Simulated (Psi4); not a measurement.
**VNHF3 (SMILES [NH]=[V]([F])([F])[F]): the dipole moment, rung by rung**

VNHF3 has 6 atoms, charge 0, and is taken as a singlet. SMILES: `[NH]=[V]([F])([F])[F]`. The shape was relaxed beforehand at PBE0/def2-TZVP.

Each level gives the dipole moment (D). The values are calculated.

```tsv
level	kind	program	value (D)
PBE-D4/def2-TZVPP (density fitting)	GGA	Psi4	2.09
r2SCAN-D4/def2-TZVPP (density fitting)	meta-GGA	Psi4	2.18
B3LYP-D4/def2-TZVPP (density fitting)	global hybrid	Psi4	2.40
PBE0-D4/def2-TZVPP (density fitting)	global hybrid	Psi4	2.41
wB97M-V/def2-TZVPP (density fitting)	range-separated hybrid	Psi4	2.52
```

The values span 2.09 to 2.52 D. Magnitudes only.

The dipole moment grows from 2.09 D with the GGA to 2.52 D with the range-separated hybrid, while the two global hybrids are practically indistinguishable. All levels describe a distinctly polar molecule, but one whose moment is modest given how polar its individual bonds are. Vanadium is formally d0 and accepts σ and π density from both the imido nitrogen and the fluorides. In the expected roughly tetrahedral arrangement, the resultant of the three V–F bond dipoles opposes the V–N contribution, whereas the N–H bond reinforces the fluoride side. The net moment is therefore a partly cancelled sum, sensitive to small shifts of charge between metal and ligands. The increase probably reflects less ligand-to-metal delocalisation when exact exchange is included, with the resulting changes in the V–F and V–N bonds not fully offsetting each other. Without a correlated wavefunction benchmark or a measured moment, the steady rise cannot be read as convergence towards the true value.
